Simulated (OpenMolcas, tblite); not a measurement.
**How methods differ on SiHCl2O2 (SMILES [O][Si](O)(Cl)Cl)**

The species is SiHCl2O2 (6 atoms), meant as a doublet with charge 0. As SMILES, `[O][Si](O)(Cl)Cl`. The shape is that of a PBE0-D4/def2-TZVP optimisation. This is one conformer, not always the lowest.

```xyz
6

O    -1.2261    0.1809    1.2116
Si   -0.2709    0.0412   -0.1237
O     1.0519   -0.8558    0.1149
Cl   -1.2184   -0.7892   -1.6960
Cl    0.1114    2.0120   -0.4342
H     1.5941   -0.6532    0.8812
```

Each level gives the dipole moment (D). The values are calculated.

```json
{"level": "GFN1-xTB", "kind": "semi-empirical", "program": "tblite", "value (D)": "4.11"}
{"level": "UHF/cc-pVDZ", "kind": "Hartree–Fock", "program": "OpenMolcas", "value (D)": "1.91"}
{"level": "USVWN5/cc-pVDZ", "kind": "LDA", "program": "OpenMolcas", "value (D)": "2.14"}
{"level": "UBLYP/cc-pVDZ", "kind": "GGA", "program": "OpenMolcas", "value (D)": "2.00"}
{"level": "U-r2SCAN/cc-pVDZ", "kind": "meta-GGA", "program": "OpenMolcas", "value (D)": "1.96"}
{"level": "UB3LYP/cc-pVDZ", "kind": "global hybrid", "program": "OpenMolcas", "value (D)": "1.88"}
{"level": "UPBE0/cc-pVDZ", "kind": "global hybrid", "program": "OpenMolcas", "value (D)": "1.89"}
```

The values span 1.88 to 4.11 D. Magnitudes only.

The dipole moment is fairly insensitive to the treatment of exchange and correlation: Hartree–Fock and all the density functionals lie between 1.88 and 2.14 D, whereas GFN1-xTB gives 4.11 D. Because the geometry is shared, this gap reflects the electron distribution and not structural relaxation, probably through exaggerated charge separation in the semi-empirical description.

The molecule is polar because electropositive silicon carries strongly electron-withdrawing oxygen and chlorine substituents, and the O–H bond adds its own contribution. These bond moments partly cancel in the roughly tetrahedral arrangement, so the total depends on their balance as well as on the polarity of each bond.

Within the density functionals, the value falls from LDA through GGA and meta-GGA to the hybrids, but Hartree–Fock, at 1.91 D, lies slightly above both hybrids. The data therefore don't support a steady decrease with increasing exact exchange. Nor does the close agreement establish the absolute dipole, since these levels share a small basis without diffuse functions.
